Take $n$ orthonormal spatial orbitals, $N$ electrons and total spin $S$. We want an orthonormal basis of spin eigenfunctions for the full CI space, and a rule that gives each member its address without storing a list. The basis goes back to Gelfand and Tsetlin (1950), its compact electronic form to Paldus (1974), and the graph with its index to Shavitt.

## Premises

**P1.** The Hamiltonian is spin-free. With $E_{ij}=\sum_\sigma a^\dagger_{i\sigma}a_{j\sigma}$,

$$H=\sum_{ij}h_{ij}E_{ij}+\tfrac12\sum_{ijkl}(ij|kl)\,(E_{ij}E_{kl}-\delta_{jk}E_{il}),\qquad [E_{ij},E_{kl}]=\delta_{jk}E_{il}-\delta_{il}E_{kj}.$$

The $E_{ij}$ generate $U(n)$. Being summed over spin, they commute with $\hat N$, $S_z$ and $S_\pm$.

**P2.** An irreducible representation of $U(n)$ is fixed by its highest weight $m_1\ge\dots\ge m_n$. In a finite-dimensional unitary representation, a vector killed by all $E_{ij}$ with $i<j$ and having $E_{ii}$ eigenvalues $m_i$ generates that irreducible representation.

**P3.** Weyl's branching rule. Let $U(k)$ act on orbitals $1,\dots,k$. Restricted to $U(k-1)$, the representation $(m_{1k},\dots,m_{kk})$ contains once each, and only, those with

$$m_{ik}\ge m_{i,k-1}\ge m_{i+1,k}.$$

This is betweenness. P2 and P3 are quoted theorems, and the rest we derive.

## Step 1: the top row

Set $a=N/2-S$, $b=2S$, $c=n-a-b$. Let $\Phi_0$ be the determinant with $\alpha$ electrons in orbitals $1,\dots,a+b$ and $\beta$ electrons in $1,\dots,a$. For $i<j$, $E_{ij}$ moves an electron from $j\sigma$ to $i\sigma$. Whenever $j\sigma$ is filled, $i\sigma$ is filled too, so $E_{ij}\Phi_0=0$. Likewise $S_+\Phi_0=0$, since every $\beta$ electron sits in an orbital whose $\alpha$ place is taken. So $\Phi_0$ has spin $S$ and $M=S$, and by P2 it generates the representation $(2^a1^b0^c)$: $a$ twos, $b$ ones, $c$ zeros. By P1 this representation lies inside $V$, the space of all states with these $N$, $S$ and $M=S$. Step 4 shows that it fills $V$.

Apply P3 down the chain $U(n)\supset U(n-1)\supset\dots\supset U(1)$. Each branching is free of multiplicity and the representations of $U(1)$ are one-dimensional, so each triangular pattern of rows fixes one vector up to a phase. Two different patterns differ in some row, so their vectors lie in inequivalent representations of some $U(k)$ and are orthogonal. That is the Gelfand-Tsetlin basis. Betweenness keeps every entry among 2, 1, 0 and every row non-increasing, so row $k$ is known from the counts $(a_k,b_k,c_k)$ with $a_k+b_k+c_k=k$. The $n\times3$ array of counts is the Paldus tableau.

## Step 2: what the lower rows mean

Let $\hat N_k$ and $\mathbf S_k$ count only orbitals $1,\dots,k$. The operator $\hat N_k=\sum_{i\le k}E_{ii}$ commutes with all generators of $U(k)$, so it is constant on a representation, and on the highest-weight vector it gives $N_k=2a_k+b_k$.

For the spin, use $C_k=\sum_{i,j\le k}E_{ij}E_{ji}$, which also commutes with them. Define $X=\sum a^\dagger_{i\sigma}a^\dagger_{j\tau}a_{j\sigma}a_{i\tau}$ and $F_{\sigma\tau}=\sum_{i\le k}a^\dagger_{i\sigma}a_{i\tau}$. One anticommutation of the two middle operators gives $C_k=k\hat N_k-X$. The same move, followed by an exchange of the two annihilators, gives $\sum_{\sigma\tau}F_{\sigma\tau}F_{\tau\sigma}=2\hat N_k+X$. Directly,

$$\sum F_{\sigma\tau}F_{\tau\sigma}=\hat N_\alpha^2+\hat N_\beta^2+S_+S_-+S_-S_+=\tfrac12\hat N_k^2+2\mathbf S_k^2 ,$$

because $\hat N_\alpha^2+\hat N_\beta^2=\tfrac12\hat N_k^2+2S_z^2$ and $S_+S_-+S_-S_+=2\mathbf S_k^2-2S_z^2$ (spin in units of $\hbar$). Eliminating $X$,

$$C_k=(k+2)\hat N_k-\tfrac12\hat N_k^2-2\mathbf S_k^2 .$$

On a highest-weight vector the terms with $i>j$ vanish and those with $i<j$ leave the commutator $E_{ii}-E_{jj}$. So $C_k=\sum m_i^2+\sum_{i<j}(m_i-m_j)=4a+b+ab+2ac+bc$, level labels dropped. With $k=a+b+c$ and $N_k=2a+b$, the first two terms on the right expand to $4a+2b+ab+2ac+bc+\tfrac12b^2$. The difference is $2S_k(S_k+1)=b+\tfrac12b^2$, whose non-negative root is $S_k=b/2$. At every level,

$$a_k=\tfrac12N_k-S_k,\qquad b_k=2S_k,\qquad c_k=k-a_k-b_k .$$

*Question: is $a_k$ then the number of doubly occupied orbitals?*

No. It counts electron pairs coupled to zero spin, in one orbital or in two. An open-shell singlet in two orbitals has row $(1,0,1)$ at level 2, the same as a closed shell beside an empty orbital.

## Step 3: four steps

Take row $k$ as $(a,b,c)$, all three positive. Entry $i$ of row $k-1$ lies between entries $i$ and $i+1$ of row $k$, so it is forced where these are equal. That fixes $a-1$ twos, $b-1$ ones and $c-1$ zeros. Two entries stay free: position $a$ is 2 or 1, and position $a+b$ is 1 or 0. The four choices give four lower rows. The changes $\Delta$ are read upward, row $k$ minus row $k-1$.

| free entries | row $k-1$ | $d$ | $\Delta(a,b,c)$ | $\Delta N$ | $\Delta S$ |
|---|---|---|---|---|---|
| 2, 1 | $(a,b,c-1)$ | 0 | $(0,0,1)$ | 0 | 0 |
| 2, 0 | $(a,b-1,c)$ | 1 | $(0,1,0)$ | 1 | $+\tfrac12$ |
| 1, 1 | $(a-1,b+1,c-1)$ | 2 | $(1,-1,1)$ | 1 | $-\tfrac12$ |
| 1, 0 | $(a-1,b,c)$ | 3 | $(1,0,0)$ | 2 | 0 |

The label is $d=3\Delta a+\Delta b$. Now the edge cases. If only $b=0$, one entry lies between 2 and 0, and its values 2, 1, 0 give $d=0,2,3$. If only $a=0$, the free entry is 1 or 0, giving $d=0,1$. If only $c=0$, it is 2 or 1, giving $d=1,3$. If the row holds one kind of entry, the next row is forced. In every case the allowed steps are those of the four that leave no count negative.

Adding the row $(0,0,0)$ at level 0, a tableau is equivalent to its step vector $(d_1,\dots,d_n)$. Since $E_{kk}=\hat N_k-\hat N_{k-1}$, orbital $k$ has the sharp occupation $\Delta N$. A state with sharp occupations, sharp $S_k$ at each level and $M=S$ is the configuration state function (CSF) built by coupling open shells one at a time in orbital order, the genealogical scheme, up to a phase.

## Step 4: counting lower walks

Treat each distinct row as a node and each allowed step as an arc. A basis vector is a walk from the tail $(0,0,0)$ to the head $(a,b,c)$. Let $x(a,b,c)$ be the number of walks from the tail to a node. Each arrives by exactly one last arc, and what lies below depends only on the node reached, so

$$x(a,b,c)=x(a,b,c-1)+x(a,b-1,c)+x(a-1,b+1,c-1)+x(a-1,b,c),$$

with $x(0,0,0)=1$ and $x=0$ if an argument is negative.

Now count states. With $p=a+b$ and $q=a$, there are $D_k(p,q)=\binom kp\binom kq$ determinants of $p$ $\alpha$ and $q$ $\beta$ electrons in $k$ orbitals. Each multiplet with spin at least $M$ gives one state of projection $M$, so the number of multiplets of spin $b/2$ is $W_k(p,q)=D_k(p,q)-D_k(p+1,q-1)$. Pascal's rule on both binomials gives

$$D_k(p,q)=D_{k-1}(p,q)+D_{k-1}(p-1,q)+D_{k-1}(p,q-1)+D_{k-1}(p-1,q-1),$$

and $W$, a difference of two such terms, obeys the same rule. The four shifts are the steps $d=0,1,2,3$ in that order. The boundaries match too. For $b=-1$, $W=D(q-1,q)-D(q,q-1)=0$. For $a=-1$ or $c=-1$, that is $q=-1$ or $p=k+1$, both terms hold a vanishing binomial. And $W_0(0,0)=1$. By induction $x=W$ at every node. At the head, the dimension of the representation equals $\dim V$, so the representation is all of $V$ and the walks label a complete basis.

For a closed form, write $\binom kp=\frac{p+1}{k+1}\binom{k+1}{p+1}$, $\binom k{p+1}=\frac{k-p}{k+1}\binom{k+1}{p+1}$, $\binom kq=\frac{k+1-q}{k+1}\binom{k+1}q$ and $\binom k{q-1}=\frac q{k+1}\binom{k+1}q$. The numerators combine as $(p+1)(k+1-q)-(k-p)q=(k+1)(p-q+1)$. With $p-q=b$ and $\binom{k+1}{p+1}=\binom{k+1}c$,

$$x(a,b,c)=\frac{b+1}{k+1}\binom{k+1}{a}\binom{k+1}{c}.$$

## Step 5: the lexical index

Order the walks by $d_n$ first, then $d_{n-1}$, and so on, smaller $d$ first. Fix a walk $w$ with node $j_k$ at level $k$. Any earlier walk has a highest level $k$ at which it differs from $w$. Above that level it shares the arcs of $w$, so it reaches $j_k$ from the head, leaves downward by some $d'<d_k$, and continues freely. The number of such walks is the arc weight

$$y_d(j)=\sum_{d'<d}x\big(\text{node below } j \text{ along } d'\big),$$

taken at $j=j_k$, $d=d_k$, with absent arcs counting zero. Different $k$ give disjoint classes that exhaust the earlier walks, so the position of $w$ is

$$m(w)=1+\sum_{k=1}^n y_{d_k}(j_k).$$

Being a position in a total order, $m$ takes each value from 1 to $x(\text{head})$ once. The weight belongs to the arc and not to the walk, so only the table of nodes is stored.

*Question: can one go back from $m$ to the CSF?*

Yes. Start at the head with $r=m-1$. The intervals $y_d\le r<y_d+x(\text{lower node})$ of the existing arcs tile $0\le r<x(j)$, so one $d$ fits. Subtract $y_d$, step down, repeat.

## Range of validity

The result is exact combinatorics, with nothing neglected, under these conditions.

- The particles are spin-½ fermions in orthonormal orbitals, which limits entries to 2, 1, 0.
- One graph serves one $N$ and one $S$. A spin-orbit term breaks P1 and couples graphs of different $S$.
- Tableaux and indices depend on the orbital order and on the order chosen for $d$. Phases are left open and must be fixed before matrix elements of $E_{ij}$ are taken.
- Deleting nodes or arcs, for instance by bounds on $N_k$, gives restricted CI spaces. The sum over remaining arcs and the index formula survive. The closed form and irreducibility do not. A restriction that depends on more of the history than $(a_k,b_k,c_k)$ needs nodes with an extra label.

## Illustration: triplet CH$_2$

Freeze $1a_1$ and take levels 1 to 6 as $2a_1,1b_2,3a_1,1b_1,4a_1,2b_2$, in $C_{2v}$ with the molecule in the $yz$ plane. With $N=6$, $S=1$ the head is $(2,2,2)$, written 222, and

$$x=\tfrac37\cdot21\cdot21=189=225-36,$$

the last form being determinants with $M=1$ less those with $M=2$. Only $d=2$ raises $b$ on the way down, and it lowers $a$ and $c$ together, so the nodes are those with $a,c\le2$ and $b\le2+\min(2-a,2-c)$. There are 32.

| level | node ($x$) |
|---|---|
| 6 | 222 (189) |
| 5 | 221 (45), 212 (75), 131 (24), 122 (45) |
| 4 | 220 (6), 211 (20), 202 (20), 130 (4), 121 (15), 112 (20), 040 (1), 031 (4), 022 (6) |
| 3 | 210 (3), 201 (6), 120 (3), 111 (8), 102 (6), 030 (1), 021 (3), 012 (3) |
| 2 | 200 (1), 110 (2), 101 (3), 020 (1), 011 (2), 002 (1) |
| 1 | 100 (1), 010 (1), 001 (1) |
| 0 | 000 (1) |

The weights $(y_1,y_2,y_3)$ are $(45,120,144)$ at 222, $(20,40,55)$ at 212, $(3,9,12)$ at 211 and $(3,11,12)$ at 121, and $y_0=0$ always.

The leading configuration of the $^3B_1$ ground state, $2a_1^21b_2^23a_11b_1$, is $(3,3,1,1,0,0)$. It takes the lowest existing arc at each node, so $m=1$. The excitation $1b_2\to2b_2$ has four open shells and three triplet couplings:

| step vector | nodes, level 6 to 1 | $m$ |
|---|---|---|
| (3,1,2,1,0,1) | 222, 212, 211, 201, 110, 100 | $1+45+3+1=50$ |
| (3,1,1,2,0,1) | 222, 212, 211, 120, 110, 100 | $1+45+9=55$ |
| (3,1,1,1,0,2) | 222, 131, 130, 120, 110, 100 | $1+120=121$ |

The last 1 in the first sum is $y_2(201)=x(200)$, since 201 has no $d=1$ arc. CSF 55 couples $1b_2$ and $3a_1$ to spin 1, then $1b_1$ to ½, then $2b_2$ to 1. With open shells in orbital order and Condon-Shortley phases its spin part is $[\sqrt{2/3}\,\alpha\alpha\beta-\sqrt{1/6}\,(\alpha\beta\alpha+\beta\alpha\alpha)]\,\alpha$.

Decode $m=100$. From $r=99$: $d_6=1$ leaves 54 at 212, $d_5=2$ leaves 14 at 121, $d_4=3$ leaves 2 at 021. There $y_1=x(020)=1$, so $d_3=1$ leaves 1 at 011, where $y_1=x(010)=1$, so $d_2=1$ leaves nothing at 001, and $d_1=0$. The CSF is $(0,1,1,3,2,1)$. The last walk, $(0,0,1,1,3,3)$, passes 122, 022, 012 with weights $15+20+4=39$, 3 and 2, and $1+144+39+3+2=189$.

*Question: CSF 100 has open shells $1b_2,3a_1,4a_1,2b_2$, so it is $^3A_1$. How many are $^3B_1$?*

The graph ignores spatial symmetry, but in an abelian group each walk has the product symmetry of its open shells. An operation multiplies orbital $i$ by $s_i=\pm1$. With $e_r$ the coefficient of $t^r$ in $\prod_i(1+s_it)$, the trace over determinants with $p$ $\alpha$ and $q$ $\beta$ electrons is $e_pe_q$, so over the triplets it is $e_4e_2-e_5e_1$. For $C_2$ three signs are negative, odd $e_r$ vanish, $e_2=-3$, $e_4=3$, and the trace is $-9$. For $\sigma(xz)$ the two $b_2$ signs are negative, $(e_1,e_2,e_4,e_5)=(2,-1,-1,2)$, trace $-3$. For $\sigma(yz)$ only $b_1$ is negative, $(4,5,-5,-4)$, trace $-9$. The $B_1$ characters are $+,-,+,-$ for $E,C_2,\sigma(xz),\sigma(yz)$, which gives $(189+9-3+9)/4=51$. The same projection gives 42 $A_1$, 48 $A_2$ and 48 $B_2$. To number only the 51, let each node also carry the accumulated symmetry and recompute $x$ and $y$ by the same sums.